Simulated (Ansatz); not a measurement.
# TiRe: energy less free atoms and pressure against volume per atom

Periodic Kohn-Sham DFT of a crystal at fixed atoms; pressure and stress are positive in compression; the energy is the free energy less that of spherical unpolarised free atoms; site moments are those in the method's own spheres, positive along +z. The results are calculated, by Ansatz 0.2.0.

Cell of the first row (space group Pm-3m, No. 221):
```
cell vectors (Å)
   3.0543     0.0000     0.0000
   0.0000     3.0543     0.0000
   0.0000     0.0000     3.0543
atoms (fractions of the cell vectors)
Ti  0.50000  0.50000  0.50000
Re  0.00000  0.00000  0.00000
```

Settings of every row: method all-electron LAPW; functional PBEsol; relativity scalar; k mesh 13x13x13; filling fermi-dirac; smearing width 0.05 eV; basis error target 1 meV/atom; nucleus gaussian.

Atom start moment: 0 on all atoms.

Limits: no spin-orbit coupling on heavy atoms.

```csv
row,volume per atom (Å³),energy less free atoms (eV/atom),pressure (GPa)
1,14.247,-10.2324,7.232
2,14.55,-10.2407,1.689
3,14.853,-10.2391,-3.287
4,15.005,-10.2349,-5.58
5,15.156,-10.2286,-7.753
6,15.308,?,?
7,15.46,-10.21,-11.766
8,15.763,-10.1843,-15.375
9,16.066,-10.1521,-18.62
```

Question: what energy less free atoms and pressure should row 6 give?

Worked fit of energy less free atoms. Take u = (V_r/V)^(2/3) − 1 with V_r = 15.081 Å³ an atom, which is twice the finite (Eulerian) strain; such expansions in the strain, on which the Birch-Murnaghan equation of state is built, carry the rest volume and the bulk modulus. The shown rows have u = 0.03865, 0.02418, 0.01021, 0.00337, -0.0033, -0.01641, -0.02906, -0.0413. Least squares give energy less free atoms = −10.23198 − 0.9438 × u + 24.059 × u² + 2 × u³ eV/atom; a parabola predicts inner rows, each left out in turn, worse (root mean square 3.6e-05 against 2.1e-05 eV/atom). All shown rows lie on it to the printed digit. Its lowest point lies at u = 0.0196, or V = 14.65 Å³ an atom, and the curvature there gives the bulk modulus at fixed shape and fractions, B = (4/9)(1 + u)² E″(u)/V = 244 GPa. The withheld row has u = -0.00991, so the fit gives −10.23198 − 0.9438 × (-0.00991) + 24.059 × (-0.00991)² + 2 × (-0.00991)³ = -10.2203 eV/atom.

The calculation gave -10.2203 eV/atom. The fit meets it to the printed digit.

Worked fit of pressure. Take u = (V_r/V)^(2/3) − 1 with V_r = 15.081 Å³ an atom, which is twice the finite (Eulerian) strain; such expansions in the strain, on which the Birch-Murnaghan equation of state is built, carry the rest volume and the bulk modulus. The shown rows have u = 0.03865, 0.02418, 0.01021, 0.00337, -0.0033, -0.01641, -0.02906, -0.0413. Least squares give pressure = −6.687 + 324.079 × u + 893.7 × u² + 1027 × u³ GPa; a parabola predicts inner rows, each left out in turn, worse (root mean square 0.017 against 0.0056 GPa). The rows lie off it by -0.001, 0.003, -0.003, 0.005, -0.006, 0.003, 0.000, -0.001 (root mean square 0.0034 GPa). The pressure vanishes at u = 0.0196, or V = 14.65 Å³ an atom, and there the bulk modulus at fixed shape and fractions is B = −V dP/dV = (2/3)(1 + u) dP/du = 245 GPa. The withheld row has u = -0.00991, so the fit gives −6.687 + 324.079 × (-0.00991) + 893.7 × (-0.00991)² + 1027 × (-0.00991)³ = -9.812 GPa.

The calculation gave -9.813 GPa. The fit lies 0.001 GPa (0.0039 % of the column's range) above it, one unit of the last digit.
